## Appendix. Stiffness, round-off and rate-constant rescaling in mean-field microkinetic models

### 1. Premises and notation

The surface has equivalent sites. The coverages $\theta_j$ of $N$ adsorbates are fractions of these sites, and the vacancy fraction is $\theta_*=1-\sum_j\theta_j$. Adsorbates are randomly mixed (mean field), rate constants do not depend on coverage, and temperature and partial pressures are fixed. Step $i$ has forward, backward and net rates $r_i^+$, $r_i^-$ and $r_i=r_i^+-r_i^-$ of mass-action form, per site in s$^{-1}$. With the stoichiometric matrix $\nu$,

$$\dot\theta_j=\sum_i \nu_{ji}\,r_i(\boldsymbol\theta)\equiv G_j(\boldsymbol\theta).\tag{1}$$

The degree of rate control in Campbell's sense is

$$X_i=\left(\frac{\partial\ln r}{\partial\ln k_i}\right)_{K_i,\;k_{j\ne i}},\tag{2}$$

where $r$ is the steady turnover frequency and $K_i=k_i/k_{-i}$ is held fixed. Slowing step $i$ by a factor $f$ means $k_{\pm i}\to k_{\pm i}/f$. This raises the free energy of its transition state by $k_BT\ln f$ and leaves all equilibria intact. It follows that $X_i=-\,d\ln r/d\ln f$ at $f=1$.

### 2. Relaxation rates

Let $\boldsymbol G(\boldsymbol\theta^{s})=0$ and $\boldsymbol\theta=\boldsymbol\theta^{s}+\boldsymbol\delta$. To first order in $\boldsymbol\delta$,

$$\dot{\boldsymbol\delta}=J\boldsymbol\delta,\qquad J_{jl}=\left.\partial G_j/\partial\theta_l\right|_{\boldsymbol\theta^s},\tag{3}$$

with $\theta_*$ eliminated before differentiation. For diagonalisable $J$ the solution is $\sum_m c_m\boldsymbol v_m e^{\lambda_m t}$, where $J\boldsymbol v_m=\lambda_m\boldsymbol v_m$. The relaxation rates are $-\mathrm{Re}\,\lambda_m$, all positive at an asymptotically stable state with nonsingular linear decay. The stiffness ratio is $S=|\mathrm{Re}\,\lambda|_{\max}/|\mathrm{Re}\,\lambda|_{\min}$.

**One adsorbate.** Let $a=k_{\rm ads}p$ be the adsorption frequency per vacant site, $d=k_{\rm des}$ the desorption constant and $k_r$ the first-order constant of an irreversible reaction that frees the site:

$$\dot\theta=a(1-\theta)-(d+k_r)\theta .\tag{4}$$

This is linear, so Eq. (3) is exact:

$$\lambda=-(a+d+k_r),\qquad \theta^s=\frac{a}{|\lambda|},\qquad r=k_r\theta^s .\tag{5}$$

The relaxation rate is the sum of the three frequencies. It is dominated by the largest of them, while $r$ cannot exceed $k_r$. With a single eigenvalue, stiffness is measured against the time of interest, for example the turnover time $1/r$.

**Linear networks.** If every step converts one site state into another with a pseudo-first-order constant, the vector of all state fractions, vacancy included, obeys $\dot{\boldsymbol\theta}=W\boldsymbol\theta$. Here $W_{jl}\ge0$ for $j\neq l$, $W_{ll}=-w_l$ with $w_l$ the total exit frequency of state $l$, and the columns sum to zero. $W$ maps every vector into the zero-sum subspace, and $J$ represents its restriction to that subspace, so the spectrum of $W$ is that of $J$ plus one zero. Gershgorin's theorem applied to columns puts every eigenvalue in a disc $|\lambda+w_l|\le w_l$. These discs all touch the origin and lie within the largest one, so

$$|\lambda+w|\le w,\qquad w=\max_l w_l .\tag{6}$$

If detailed balance holds, $W_{jl}\theta^s_l=W_{lj}\theta^s_j$, the matrix $W_{jl}\sqrt{\theta^s_l/\theta^s_j}$ is similar to $W$ and symmetric, and the spectrum is real. A driven cycle of three or more states need not have a real spectrum.

### 3. Step limit of the explicit Euler method

The update $\boldsymbol\theta_{n+1}=\boldsymbol\theta_n+\Delta t\,\boldsymbol G(\boldsymbol\theta_n)$ has $\boldsymbol\theta^s$ as a fixed point, and near it $\boldsymbol\delta_{n+1}=(1+\Delta t\,J)\boldsymbol\delta_n$. Mode $m$ is multiplied by $1+\Delta t\,\lambda_m$ in each step, and all modes decay if and only if $|1+\Delta t\,\lambda_m|<1$ for every $m$. Since $|1+\Delta t\,\lambda|^2=1+2\Delta t\,\mathrm{Re}\,\lambda+\Delta t^2|\lambda|^2$, the condition is

$$\Delta t<\min_m\frac{2\,|\mathrm{Re}\,\lambda_m|}{|\lambda_m|^2}\quad\xrightarrow{\ \lambda\ \text{real}\ }\quad \Delta t<\frac{2}{|\lambda|_{\max}} .\tag{7}$$

For real $\lambda$ and $1/|\lambda|<\Delta t<2/|\lambda|$ the factor is negative and the mode alternates in sign, which can push a small coverage below zero. For complex $\lambda$ the limit is tighter than $2/|\lambda|$. The irreversible cycle $1\to2\to3\to1$ with equal constants $k_0$ has $\det(\lambda-W)=\lambda(\lambda^2+3k_0\lambda+3k_0^2)$, so $\lambda=k_0(-3\pm i\sqrt3)/2$. Equation (7) gives $\Delta t<1/k_0$, whereas $2/|\lambda|=1.15/k_0$. For any linear network $\Delta t\le 1/w$ is sufficient to prevent growth and negative coverages, because $1+\Delta t\,W$ then has non-negative entries and unit column sums.

To follow the slowest mode over $n$ decay times takes a time $n/|\lambda|_{\min}$, and for a real spectrum more than $nS/2$ steps. The fast mode has died out after the first few of them, so the step is set by stability and not by accuracy. The implicit Euler method multiplies each mode by $1/(1-\Delta t\,\lambda)$, whose modulus is below one for any $\Delta t>0$ when $\mathrm{Re}\,\lambda<0$. It removes the step limit but not the round-off problem below.

### 4. Digits lost in the net rate of a fast step

A stored number carries a relative error of at most the unit round-off $u$, which is $2^{-53}=1.11\times10^{-16}$ in IEEE double precision and $2^{-24}=5.96\times10^{-8}$ in single precision. Let both directional rates be known to relative error $\eta$, where $\eta$ is a small multiple of $u$ or the relative tolerance of the solver. The computed net rate is $\hat r_i=r_i^+(1+\epsilon_1)-r_i^-(1+\epsilon_2)$ with $|\epsilon_{1,2}|\le\eta$. Subtracting $r_i$ and applying the triangle inequality gives

$$\frac{|\hat r_i-r_i|}{|r_i|}\le\eta\,\kappa_i,\qquad \kappa_i=\frac{r_i^++r_i^-}{|r_i|},\tag{8}$$

with equality for $\epsilon_1=-\epsilon_2=\pm\eta$. For $r_i>0$ put $z=r_i^-/r_i^+<1$. For a mass-action elementary step $z=e^{-\mathcal A/RT}$ with $\mathcal A$ the affinity (De Donder relation), and

$$\kappa_i=\frac{1+z}{1-z}=\coth\frac{\mathcal A}{2RT},\qquad \log_{10}\kappa_i=\log_{10}\frac{r_i^+}{r_i}+\log_{10}(1+z).\tag{9}$$

The number of decimal digits lost is $\log_{10}(r_i^+/r_i)$ plus at most $\log_{10}2=0.30$.

Equation (8) assumes that every factor in $r_i^\pm$ has relative error $\eta$. This fails for a vacancy fraction formed as $1-\sum_j\theta_j$ on a nearly full surface. If the stored coverages have relative error $\eta$, first-order propagation gives $\kappa_i'=\sum_j|\theta_j\,\partial r_i/\partial\theta_j|/|r_i|$. For Eq. (4), $r_1=a(1-\theta)-d\theta$ and $r_1=k_r\theta$ at steady state, so

$$\kappa_1'=\frac{a+d}{k_r},\qquad \frac{a}{k_r}=\frac{r_1^+}{r_1}\,\frac{\theta}{\theta_*}.\tag{10}$$

For $\theta_*\ll\theta$ a further $\log_{10}(\theta/\theta_*)$ digits are lost. The coverage itself stays well determined, since a residual of size $u|\lambda|\theta$ in Eq. (4) moves the root by only $u\theta$. The loss is avoided by reading the turnover frequency from a step far from equilibrium, here $k_r\theta$. Carrying $\theta_*$ as its own variable reduces $\kappa'$ to $\kappa$.

### 5. Exact rescaling law for a linear single-route cycle

**Premises.** A site passes through states $1,\dots,n$ in one closed cycle. Step $j$ joins state $j$ to $j+1$ (with $n+1\equiv1$) and occurs once per turnover. Its constants $k_j>0$ and $k_{-j}\ge0$ are pseudo-first-order, with fixed pressures absorbed in them. The steady rate $r$ is not zero.

**Step 1.** At steady state the balance of state $j+1$ makes the net rates of steps $j$ and $j+1$ equal, so all equal $r$. Slow each step $j$ by its own factor $f_j>0$ and multiply its rate equation by $f_j$:

$$k_j\theta_j-k_{-j}\theta_{j+1}-f_j\,r=0\quad(j=1,\dots,n),\qquad \sum_j\theta_j=1 .\tag{11}$$

This is a linear system $M\boldsymbol y=\boldsymbol e$ for $\boldsymbol y=(\theta_1,\dots,\theta_n,r)$ with $\boldsymbol e=(0,\dots,0,1)$.

**Step 2.** $M$ is nonsingular. A solution of $M\boldsymbol y=0$ has $W\boldsymbol\theta=0$ and $\sum_j\theta_j=0$. All states are connected through the forward steps, so the null space of $W$ is spanned by one positive vector. Hence $\boldsymbol\theta=0$ and then $r=0$.

**Step 3.** The factors $f_j$ appear only in the last column of $M$, which is $(-f_1,\dots,-f_n,0)$. Expansion along this column gives $\det M=\sum_j f_jA_j$, where $A_j$ is minus the cofactor and is independent of every $f$. Cramer's rule replaces the same column by $\boldsymbol e$, so the numerator $\mathcal N$ is independent of every $f$ too:

$$\frac1{r(\boldsymbol f)}=\sum_j f_j\tau_j,\qquad \tau_j=A_j/\mathcal N .\tag{12}$$

The inverse rate is a sum of step resistances in series.

**Step 4.** Differentiating Eq. (12) at $\boldsymbol f=(1,\dots,1)$ gives $X_j=-\partial\ln r/\partial\ln f_j=r\tau_j$, and therefore $\sum_jX_j=1$. Dividing Eq. (12) by its value at that point gives $r'/r=1/\sum_jX_jf_j$. With the sum rule this becomes

$$\frac{r'}{r}=\frac{1}{1+\sum_jX_j(f_j-1)},\qquad\text{one step:}\quad \boxed{\frac{r'}{r}=\frac{1}{1+X_i\,(f-1)}}\tag{13}$$

for any $f>0$, with $X_i$ taken in the unscaled model.

**Step 5.** The denominator is $\det M(f)/\det M(1)$, which by Step 2 has no zero for $f>0$. It would vanish at $f=1-1/X_i$, which is positive for $X_i<0$ and for $X_i>1$. Hence $0\le X_i\le1$, and slowing a step never raises $|r|$. A tolerated fractional loss $\delta$ of rate allows

$$f\le 1+\frac{\delta}{(1-\delta)X_i},\tag{14}$$

and the scaled model has $X_i'=fX_i/[1+X_i(f-1)]$.

**One adsorbate.** Equation (4) is the cycle with $n=2$. From Eq. (5), $1/r=1/a+(a+d)/(ak_r)$, and slowing step 1 multiplies only the first term by $f$. Thus

$$X_{\rm ads}=\frac{r}{a}=\frac{k_r}{|\lambda|},\qquad \kappa_1'=\frac1{X_{\rm ads}}-1 .\tag{15}$$

One number fixes the Euler limit $2X_{\rm ads}/k_r$, the digits lost and the room for rescaling. A small $X_{\rm ads}$ does not imply quasi-equilibrium, which needs $r_1^+/r_1=1+d/k_r\gg1$.

### 6. A nonlinear counterpart: CO oxidation

Take CO + * ⇌ CO* with $r_1=a\theta_*-d\theta_{\rm CO}$, irreversible O$_2$ + 2* → 2O* with $r_2=b\theta_*^2$, and irreversible CO* + O* → CO$_2$ + 2* with $r_3=k\theta_{\rm CO}\theta_{\rm O}$. Then $\dot\theta_{\rm CO}=r_1-r_3$ and $\dot\theta_{\rm O}=2r_2-r_3$, the steady state has $r=r_1=2r_2=r_3$, and

$$J=-\begin{pmatrix}a+d+k\theta_{\rm O} & a+k\theta_{\rm CO}\\ 4b\theta_*+k\theta_{\rm O} & 4b\theta_*+k\theta_{\rm CO}\end{pmatrix}.\tag{16}$$

The off-diagonal product is positive, so both eigenvalues are real. If $\theta_{\rm O}$ is frozen by an external supply, the CO equation is Eq. (4) on $1-\theta_{\rm O}$ sites with $k_r=k\theta_{\rm O}$. The eigenvalue is that of Eq. (5), $X_{\rm ads}=k_r/|\lambda|$, and Eq. (13) is exact.

If $\theta_{\rm O}$ responds, slow step 1 by $f$ and set $g=a\theta_*/d$, $r_0=2b(d/a)^2$ and $\varepsilon=r_0/d$. Then $r=2b\theta_*^2=r_0g^2$. The condition $a\theta_*-d\theta_{\rm CO}=fr$ gives $\theta_{\rm CO}=g-f\varepsilon g^2$, and $r=r_3$ gives $\theta_{\rm O}=r/(k\theta_{\rm CO})$. The site balance leaves one equation:

$$\theta_{\rm CO}+\frac{r_0g^2}{k\,\theta_{\rm CO}}+\frac{d}{a}\,g=1 .\tag{17}$$

On the CO-covered branch $\theta_{\rm O}$ and $\theta_*$ are small. Dropping them gives $g=1+f\varepsilon g^2$, whose root that tends to 1 as $\varepsilon\to0$ is

$$g=\frac{2}{1+\sqrt{1-4f\varepsilon}},\qquad X_1=-\left.\frac{2\varepsilon g}{1-2\varepsilon g}\right|_{f=1}\approx-\frac{2r}{r_1^+}.\tag{18}$$

$X_1$ follows from $r\propto g^2$ and $(1-2f\varepsilon g)\,dg=\varepsilon g^2df$. It is negative: slower CO exchange leaves the sites freed by reaction vacant for longer, and O$_2$ adsorbs on them. Expansion gives $g^2=1+2f\varepsilon+5(f\varepsilon)^2+\dots$, while Eq. (13) with $X_1\approx-2\varepsilon$ and $f\gg1$ gives $1+2f\varepsilon+4(f\varepsilon)^2+\dots$. The two agree to first order only. The branch of Eq. (18) ends in a fold at $f_c=1/(4\varepsilon)$ with $r=4r_0$, at about half the $f$ where Eq. (13) has its pole.

### 7. Range of validity

Equations (3) and (7) describe small departures from a steady state. Along a large transient the Jacobian changes, and the step has to respect the largest $|\lambda|$ met on the way. Equation (7) concerns asymptotic decay and does not exclude transient growth when $J$ is far from normal. Equations (8) to (10) are worst-case bounds, first order in $\eta$ for $\kappa'$. Equation (13) is exact under the premises of Section 5 and concerns the steady rate only, since transients change with $f$. It is lost with steps of second order in coverage, coverage-dependent energies, parallel routes, or pressures that respond to the rate, as in a reactor at finite conversion. In general it then holds only to first order in $f-1$, which is the definition of $X_i$. For equilibrated adsorption followed by two parallel irreversible steps $k_2$ and $k_3$ to the same product, slowing step 3 gives $r\propto k_2+k_3/f$, $X_3=k_3/(k_2+k_3)$ and $r'/r=1-X_3(1-1/f)$. With $X_3=10^{-4}$ and $f=100$ the loss of rate is $9.9\times10^{-5}$, while Eq. (13) gives $9.8\times10^{-3}$, although $X_3(f-1)$ is small. Equation (13) holds to first order in $X_i(f-1)$ at large $f$ when $X_i$ is small because step $i$ is quasi-equilibrated and no other step bypasses it, so that the rate is a smooth function of the small product of $f$ and a ratio of slow to fast frequencies, such as $f\varepsilon$ in Section 6. Outside the premises $X_i$ may also be negative, and a change of steady-state branch is not signalled by Eq. (13). Islands and ordered adlayers lie outside the mean-field premise altogether.

### 8. Numerical illustration: CO on Pt at 450 K

All kinetic inputs are illustrative, and the results are the model's. Take $p_{\rm CO}=1$ kPa, $p_{\rm O_2}=10$ kPa, masses 28.01 and 32.00 u, and an approximate Pt(111) site density $\rho=1.5\times10^{15}$ cm$^{-2}$. With the compiled linear expansion coefficient $8.8\times10^{-6}$ K$^{-1}$ at 293 K (Kaye and Laby Online), held constant, $\rho$ changes by 0.3 % between 293 and 450 K, which is ignored. Adsorption follows the Hertz–Knudsen flux, $s\,p/(\rho\sqrt{2\pi mk_BT})$, with typical sticking coefficients $s=0.8$ for CO and $0.03$ for O$_2$. The assumed Arrhenius parameters are $10^{15}$ s$^{-1}$ and 1.10 eV for CO desorption from the crowded surface, and $10^{13}$ s$^{-1}$ and 1.00 eV for CO* + O*. With $k_BT=0.03878$ eV,

$a=1.2516\times10^{6}$, $b=4.39\times10^{5}$, $d=479$, $k=63.2$ (all s$^{-1}$), $r_0=0.129$ s$^{-1}$, $\varepsilon=2.69\times10^{-4}$.

Figures beyond the second serve only to compare model variants. Equation (17) at $f=1$ gives $\theta_{\rm CO}=0.9976$, $\theta_{\rm O}=2.03\times10^{-3}$, $\theta_*=3.82\times10^{-4}$, $r=0.128$ s$^{-1}$ and $k_r=k\theta_{\rm O}=0.1285$ s$^{-1}$.

**Stiffness.** The frozen-oxygen rate $a+d+k_r$ is $1.2521\times10^6$ s$^{-1}$. Equation (16) has eigenvalues $-1.2528\times10^6$ and $-63.1$ s$^{-1}$. The fast one exceeds the one-adsorbate value by about $4b\theta_*=671$ s$^{-1}$, and the slow one is close to $-k\theta_{\rm CO}$. So $S=1.99\times10^4$ and $\Delta t<1.60\ \mu$s. Ten decay times of the slow mode need $9.9\times10^4$ steps, and one turnover time of 7.8 s needs $4.9\times10^6$. On the clean surface Eq. (16) gives $|\lambda|_{\max}=3.01\times10^6$ s$^{-1}$ and a limit of $0.66\ \mu$s.

**Round-off.** $r_1^+=478$ s$^{-1}$ and $r_1^+/r=3.73\times10^3$, or 3.57 digits. The bound is $\kappa_1=7.46\times10^3$, or 3.87 digits. With the vacancy eliminated, Eq. (10) gives $\kappa_1'=9.74\times10^6$, or 6.99 digits. For $\eta=u$ the relative error bound on $r_1$ is then $1.1\times10^{-9}$ in double and $0.58$ in single precision, against $4.4\times10^{-4}$ in single precision when $\theta_*$ is carried separately.

**Rescaling of CO adsorption and desorption.** With frozen oxygen $X_{\rm ads}=1.03\times10^{-7}$, and Eq. (14) with $\delta=0.01$ allows $f=9.8\times10^4$. There $d/f=4.9\times10^{-3}$ s$^{-1}$ lies far below $k_r$, so the rate survives although quasi-equilibrium does not. With responding oxygen, Eq. (17) gives $X_1=-5.34\times10^{-4}$. Equation (18) gives $-5.38\times10^{-4}$, the difference coming from the neglected $\theta_{\rm O}+\theta_*=2.4\times10^{-3}$. By Eq. (13) a 1 % rise of the rate is reached already at $f=19.5$. The values of $r'/r$ are:

| $f$ | frozen O, Eq. (13) | full, Eq. (17) | Eq. (13) with full $X_1$ | Eq. (18) |
|---|---|---|---|---|
| 100 | 0.99999 | 1.057 | 1.056 | 1.057 |
| 500 | 0.99995 | 1.411 | 1.363 | 1.416 |

Equation (18) puts the fold at $f_c=9.3\times10^2$, while Eq. (13) has its pole at $1.9\times10^3$. At $f=100$ the eigenvalues become $-1.32\times10^4$ and $-56.5$ s$^{-1}$, $S$ falls to 234, the Euler limit rises to $151\ \mu$s and $r_1^+/r$ falls to 36.

The desorption barrier was chosen so that the model's turnover frequency falls in the range of roughly $10^{-2}$ to 1 s$^{-1}$ typical of CO-covered Pt near 450 K at kPa pressures, so this is no test of the model; its CO order near $-2$ is steeper than the typical value near $-1$, and its full monolayer exceeds the typical CO saturation of about 0.5 to 0.7 per Pt atom. The degree of rate control that limits $f$ has to come from the model in which all coverages respond: freezing $\theta_{\rm O}$ reverses its sign and lowers its magnitude by a factor of $5.2\times10^3$.